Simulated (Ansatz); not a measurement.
# Sr: energy above lowest point against volume scale

Free energy against uniform scaling of the volume at fixed shape and fractions; periodic cell, basis, potentials, k mesh and filling as listed. The results are calculated, by Ansatz 0.2.0.

The cell before it is scaled or strained (space group P6_3/mmc, No. 194):
```
cell vectors (Å)
   4.3100     0.0000     0.0000
  -2.1550     3.7326     0.0000
   0.0000     0.0000     7.0500
atoms (fractions of the cell vectors)
Sr  0.33333  0.66667  0.25000
Sr  0.66667  0.33333  0.75000
```

Settings of every row: functional PBEsol; dispersion none; potentials PAW; wave cutoff 550 eV; density cutoff 2200 eV; k mesh 8x8x4; k shift 0x0x0; occupations cold; smearing width 0.1 eV; spin none.

Limits: coarse k mesh, up to 40 meV an atom off.

| row | volume scale | V (Å³/atom) | energy above lowest point (meV/atom) |
| --- | --- | --- | --- |
| 1 | 0.92 | 52.172 | 0 |
| 2 | 0.9467 | 53.686 | 1.2 |
| 3 | 0.9733 | 55.194 | 5.2 |
| 4 | 1 | 56.708 | ? |
| 5 | 1.0267 | 58.223 | 20.7 |
| 6 | 1.0533 | 59.731 | 31.7 |
| 7 | 1.08 | 61.245 | 44.7 |

Question: what energy above lowest point should row 4 give?

Worked fit of energy above lowest point. Take u = (V_r/V)^(2/3) − 1 with V_r = 56.709 Å³ an atom, which is twice the finite (Eulerian) strain; such expansions in the strain, on which the Birch-Murnaghan equation of state is built, carry the rest volume and the bulk modulus. The shown rows have u = 0.05717, 0.0372, 0.01822, -0.01741, -0.03402, -0.05001. Least squares give energy above lowest point = 11.78 − 437.3 × u + 4244 × u² − 3469 × u³ meV/atom; a parabola predicts inner rows, each left out in turn, worse (root mean square 0.19 against 0.0075 meV/atom). All shown rows lie on it to the printed digit. Its lowest point lies at u = 0.0553, or V = 52.31 Å³ an atom, and the curvature there gives the bulk modulus at fixed shape and fractions, B = (4/9)(1 + u)² E″(u)/V = 11.1 GPa. Letting shape and atoms relax would as a rule lower it, by much in layered, chain or molecular crystals. The withheld row has u = 1e-05, so the fit gives 11.78 − 437.3 × (1e-05) + 4244 × (1e-05)² − 3469 × (1e-05)³ = 11.8 meV/atom.

The calculation gave 11.8 meV/atom. The fit meets it to the printed digit.
